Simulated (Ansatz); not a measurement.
**A ladder of methods for PHF2 (difluorophosphine)**

PHF2 has 4 atoms, charge 0, and is taken as a singlet. SMILES: `FPF`. The coordinates come from a GFN2-xTB relaxation.

| atom | x (Å) | y (Å) | z (Å) |
| --- | --- | --- | --- |
| F | 1.2007 | 0.6039 | -0.2440 |
| P | -0.0208 | -0.4330 | -0.4600 |
| F | -1.1772 | 0.6655 | -0.1956 |
| H | -0.0027 | -0.8363 | 0.8997 |

Each level gives the energy change with the F1–P2 bond stretched from 1.617 to 4.042 Å (eV). The values are calculated.

```json
{"level": "SVWN5/STO-3G (restricted)", "kind": "LDA", "program": "Ansatz", "value (eV)": "5.91", "less FCI/STO-3G": "+3.14", "CPU time (all runs)": "1.5 s"}
{"level": "revPBE/STO-3G (restricted)", "kind": "GGA", "program": "Ansatz", "value (eV)": "5.17", "less FCI/STO-3G": "+2.40", "CPU time (all runs)": "2.5 s"}
{"level": "PBE0/STO-3G (restricted)", "kind": "global hybrid", "program": "Ansatz", "value (eV)": "6.58", "less FCI/STO-3G": "+3.81", "CPU time (all runs)": "2.8 s"}
{"level": "wB97M-V/STO-3G (restricted)", "kind": "range-separated hybrid", "program": "Ansatz", "value (eV)": "7.70", "less FCI/STO-3G": "+4.93", "CPU time (all runs)": "43 s"}
{"level": "MP2/STO-3G (restricted)", "kind": "perturbation theory", "program": "Ansatz", "value (eV)": "1.62", "less FCI/STO-3G": "-1.15", "CPU time (all runs)": "0.4 s"}
{"level": "CCSD(T)/STO-3G (restricted)", "kind": "coupled cluster or CI", "program": "Ansatz", "value (eV)": "2.57", "less FCI/STO-3G": "-0.20", "CPU time (all runs)": "0.76 s"}
{"level": "CCSD/STO-3G (restricted)", "kind": "coupled cluster or CI", "program": "Ansatz", "value (eV)": "2.91", "less FCI/STO-3G": "+0.14", "CPU time (all runs)": "0.75 s"}
{"level": "CCSDT/STO-3G (restricted)", "kind": "coupled cluster or CI", "program": "Ansatz", "value (eV)": "2.79", "less FCI/STO-3G": "+0.02", "CPU time (all runs)": "1.9 s"}
{"level": "FCI/STO-3G", "kind": "exact in the basis", "program": "Ansatz", "value (eV)": "2.77", "less FCI/STO-3G": "0.00", "CPU time (all runs)": "1.4 s"}
```

FCI/STO-3G is exact within its basis and frozen core, so for wave-function methods in that basis the difference is their error; functionals converge differently with the basis, so for them it is only a difference. The first shape isn't each level's own minimum. The values span 1.62 to 7.70 eV. All rows use very small basis sets, so none should be taken for the real molecule's value. Times are those of the runs behind each value, whatever else they computed, on shared processors of several kinds: orders of magnitude only.

Stretching the P–F bond brings its σ and σ* orbitals close in energy, so one closed-shell determinant no longer describes the two separating electrons. MP2 then overestimates the correlation energy of the stretched structure as its energy denominators shrink, and the cost falls to 1.62 eV against the exact 2.77 eV. CCSD errs slightly the other way, and perturbative triples overshoot the correction. Iterating the triples in CCSDT nearly removes the error, so the fault lies in their perturbative treatment.

The functionals all lie well above FCI, the two hybrids highest. This is probably because exact exchange penalises the spurious ionic character of the restricted stretched state more heavily, though the functionals differ in other ways too. The P–F bond is known to be much stronger than the FCI value suggests; the minimal basis describes neither its polarity nor the polarisation of phosphorus adequately. With so few virtual orbitals, CCSDT's close agreement doesn't establish similar accuracy in a larger basis.
